## Counting bent bonds

A bond of the carbon chain that turns from anti (about 180°) to gauche (about 60°) costs roughly 1 kcal/mol in this molecule when it is in water. Thermal energy RT at room temperature is 0.6 kcal/mol, so each such turn cuts the population by a factor of about five. The most stable conformer should therefore be the one with no gauche bond in its chain. That is conformer 1, with its fully extended chain. It lies lowest in the DFT energies, from which the cost itself is taken, and holds 78 % of the population.

The molecule is CH₃–CHF–CH₂–CHF–CHF–CH₃. Along the chain the carbons are C1, C2, C4, C5, C7 and C8, and the fluorines F3, F6 and F9 sit on C2, C5 and C7. Three inner bonds can turn: C2–C4, C4–C5 and C5–C7.

Conformers of 2,3,5-trifluorohexane, C[C@H](F)[C@@H](F)C[C@@H](C)F, computed with PySCF 2.14.0 and tblite 0.8.0. DFT energies are PBE0-D3(BJ)/pcSseg-1 in water at GFN2-xTB geometries; free energies and weights add GFN2-xTB quasi-harmonic terms at 298.15 K. The torsions are F3–C2–C4–C5, C2–C4–C5–F6 and F6–C5–C7–F9.

| number | torsions in degrees | GFN2-xTB energy above its lowest (kcal/mol) | DFT energy above the lowest (kcal/mol) | free energy above the lowest (kcal/mol) | weight (%) | dipole (D) |
| --- | --- | --- | --- | --- | --- | --- |
| 1 | (-66,-68,-76) | 0.940 | 0.000 | 0.000 | 78.00 | 1.250 |
| 2 | (-64,-70,172) | 0.000 | 0.880 | 1.000 | 14.50 | 2.820 |
| 3 | (-56,-147,-69) | 1.670 | 1.510 | 1.690 | 4.50 | 2.920 |
| 4 | (-166,-75,168) | 0.530 | 1.860 | 2.020 | 2.60 | 1.940 |
| 5 | (-177,-178,163) | 0.920 | 2.670 | 3.230 | 0.30 | 1.660 |

## Reading the torsions

The printed torsions follow the fluorines, whereas the count needs the carbon chain. For this stereoisomer, subtracting 120° from each printed torsion gives the chain torsion at the same bond. A printed value near −70° thus means an extended chain, and one near 180° means a gauche bend. The gauche bend in the opposite sense, printed near 60°, occurs in none of the five conformers, so its cost remains untested here.

Conformers 1, 2, 4 and 5 then form a ladder with zero, one, two and three gauche bonds. Each rung turns essentially one bond and leaves the other two nearly as they were. By DFT the three rungs cost 0.88, 0.98 and 0.81 kcal/mol, which is why a plain count works well along this ladder.

## One estimate in full

The model gives every gauche chain bond the same cost and sets the extended chain to zero. Its single constant, fitted to the DFT energies of all five conformers, is 0.94 kcal/mol. The printed analysis after this text lists the chain torsions and the fit.

Take conformer 4, printed as (−166, −75, 168). Subtracting 120° and adding a full turn where needed gives chain torsions of 74°, 165° and 48°, hence two gauche bonds. The estimate is 2 × 0.94 ≈ 1.9 kcal/mol, and the DFT value is 1.86. Since this conformer was part of the fit, the agreement shows only that the costs nearly add along the ladder, not that the model predicts.

Conformer 3 is the exception. It has only one gauche bond, yet it lies 1.51 kcal/mol up, about 0.6 above the model. Its bend at C4–C5 pushes the end group at C7 towards F3, and the chain torsion opens to 93° instead of settling near 60°. This is the crowding known from pentane when two neighbouring bonds bend in opposite senses, here with a fluorine in place of one carbon. Conformers 4 and 5 have contacts of the same type, C1 with F6 and C2 with F9, and yet stay close to the model. The contact can thus account for the opened torsion, but why it costs more energy in conformer 3 remains open.

## Why the extended chain wins

Two standard effects favour conformer 1. The first is steric: a gauche bend brings two carbon groups close together, as in butane, where it costs very roughly 0.6 to 0.9 kcal/mol. The second is electronic. A C–F bond has a low-lying empty σ* orbital, and a C–H bond standing anti to it donates electrons into that orbital better than a C–C or C–F bond does.

In conformer 1 every fluorine stands anti to a C–H bond across each inner bond next to it. Each rung of the ladder spoils this at one bond, because carbon moves into the gauche place while fluorine moves into the anti place. The cost per gauche bond is therefore the price of the whole exchange. Besides crowding and lost donation, it includes any change in the interaction between the C–F dipoles and in the solvation by water. How much each part contributes, these energies leave open.

The rung from conformer 1 to conformer 2 is special because C5 and C7 both carry fluorine. In conformer 1 these two fluorines are gauche, the arrangement that vicinal difluorides commonly prefer; in conformer 2 they are anti. The fluorine gauche effect and the extended chain thus pull in the same direction. Yet this rung costs no more than the next one, where the F/F arrangement stays the same. That next rung also brings C1 close to F6, which may add to its cost, while part of the first rung's cost comes from water, which stabilises conformer 1 more than conformer 2. The table therefore neither shows nor excludes a separate bonus for gauche fluorines.

## Where the two methods disagree

GFN2-xTB gives a different order: it puts conformer 2 lowest and conformer 1 only fourth, 0.94 kcal/mol higher and behind conformers 4 and 5 as well. Comparing the methods step by step shows where this comes from. For the three steps that keep the F/F arrangement (1 to 3, 2 to 4 and 4 to 5), DFT charges on average 0.55 kcal/mol more than GFN2-xTB. For the step from 1 to 2 the difference is 1.82.

Part of that difference comes from the water model, which enters the DFT energies but is not named for GFN2-xTB. The computed solvation energy is more negative for conformer 1 than for conformer 2, so water pushes towards the DFT order. This may surprise, since conformer 1 has the smaller dipole. But water responds to the charges all over the molecule, and the total dipole is only a rough guide to that.

The rest may lie in the way the two methods treat neighbouring C–F bonds. The step from 1 to 3 fits this idea: it keeps the fluorines gauche, and there the methods differ by only 0.78 kcal/mol. It is no clean control, however. It raises the dipole about as much as the step from 1 to 2, but that does not show that water acts equally in both.

The consequence for populations is large. With GFN2-xTB energies and the same free-energy terms, conformer 1 would fall to 14 % and conformer 2 would rise to 56 %. Hybrid DFT is generally the more reliable of the two for conformer energies, and here it includes the water, so its order is the one to use for the dissolved molecule. By that standard, a quick screening with these GFN2-xTB energies would have picked the wrong leader, though not all of the miss is a flaw of the method itself.

## How safe the order is

In free energy, conformer 1 leads conformer 2 by 1.00 kcal/mol. The numerical noise of some hundredths is harmless beside that. Errors of the functional, of the small basis set, of the water model and of the GFN2-xTB geometries matter more, and together they may reach some tenths. If conformer 1 were really 0.5 kcal/mol less stable against all the others, it would still hold 60 %.

An error of 0.75 kcal/mol would bring it down to half of the population, and one of 1.00 would make it level with conformer 2. The first place among these five is therefore fairly safe, while the figure of 78 % is soft. The order of conformers 3 and 4 is less secure still, since their DFT energies differ by only 0.35 kcal/mol.

The thermal terms do not threaten the leader. They raise every other conformer relative to conformer 1, by 0.12 kcal/mol for conformer 2 and by more for the rest. The ranking is thus already set by the DFT energies, which include the water. Because water supplies part of the lead over conformer 2, that lead should shrink in a less polar solvent, and the order there is untested.

## What would reverse it

The first possibility is a conformer outside the set. The search found 13 distinct minima and five were kept; these five cover 94 % of the weight as GFN2-xTB counts it. Compared with DFT in water, its energies may underrate conformers with gauche fluorines or with strong solvation, so a discarded conformer of that kind could matter more than its GFN2-xTB weight suggests. Conformer 1 is underrated too, however, so between these two part of the error should cancel, and GFN2-xTB gives all the discarded minima together less weight than conformer 1. In addition, a rotamer found by the force field fell away when relaxed with GFN2-xTB, and the set may lack it.

Two examples show how large the damage could be. One further conformer as low as conformer 2 would reduce conformer 1 from 78 % to 68 %, and one as low as conformer 1 itself would reduce it to 44 %. Only a conformer that lies lower still would take the first place. For a firm population, the discarded minima should be ranked again with DFT; for the order of conformers 1 and 2 alone, a larger basis set, a second good functional and a second water model are the better test.

The second possibility is a change in the molecule itself. If the handedness at C7 were inverted, an extended chain would force F6 and F9 anti to each other. The preference for an extended chain and the preference for gauche fluorines would then oppose each other, and the lead of the extended form would have to be calculated afresh.

Numerical output:

```
fit of E on 5 rows: coefficient of ng 0.9413 +/- 0.077; rms 0.265, worst 3 -0.569, leave-one-out rms 0.324
Chain torsions and gauche count:
  row  C1-C2-C4-C5  C2-C4-C5-C7  C4-C5-C7-C8  gauche bonds  model kcal/mol  model less DFT
    1          174          172          164             0               0               0
    2          176          170           52             1          0.9413         0.06133
    3         -176           93          171             1          0.9413         -0.5687
    4           74          165           48             2           1.883         0.02267
    5           63           62           43             3           2.824           0.154
Steps in kcal/mol and weights:
  row  DFT step  GFN2 step  DFT less GFN2  free-energy term  weight with GFN2 energies in %
    1         0          0              0                 0                           14.02
    2      0.88      -0.94           1.82              0.12                           55.95
    3      1.51       0.73           0.78              0.18                           3.018
    4      0.98       0.53           0.45              0.16                           21.38
    5      0.81       0.39           0.42              0.56                           5.635
Mean disagreement of the levels in the three other steps in kcal/mol: 0.55
Extra disagreement in the step from 1 to 2 in kcal/mol: 1.27
Error against conformer 1 that brings it down to half in kcal/mol: 0.7499
Weight of conformer 1 if its free energy were 0.5 kcal/mol higher in %: 60.39
Weight of conformer 1 if one missing conformer lay as low as conformer 2 in %: 68.12
Weight of conformer 1 if one missing conformer lay as low as conformer 1 in %: 43.82
DFT gap between conformers 3 and 4 in kcal/mol: 0.35
```
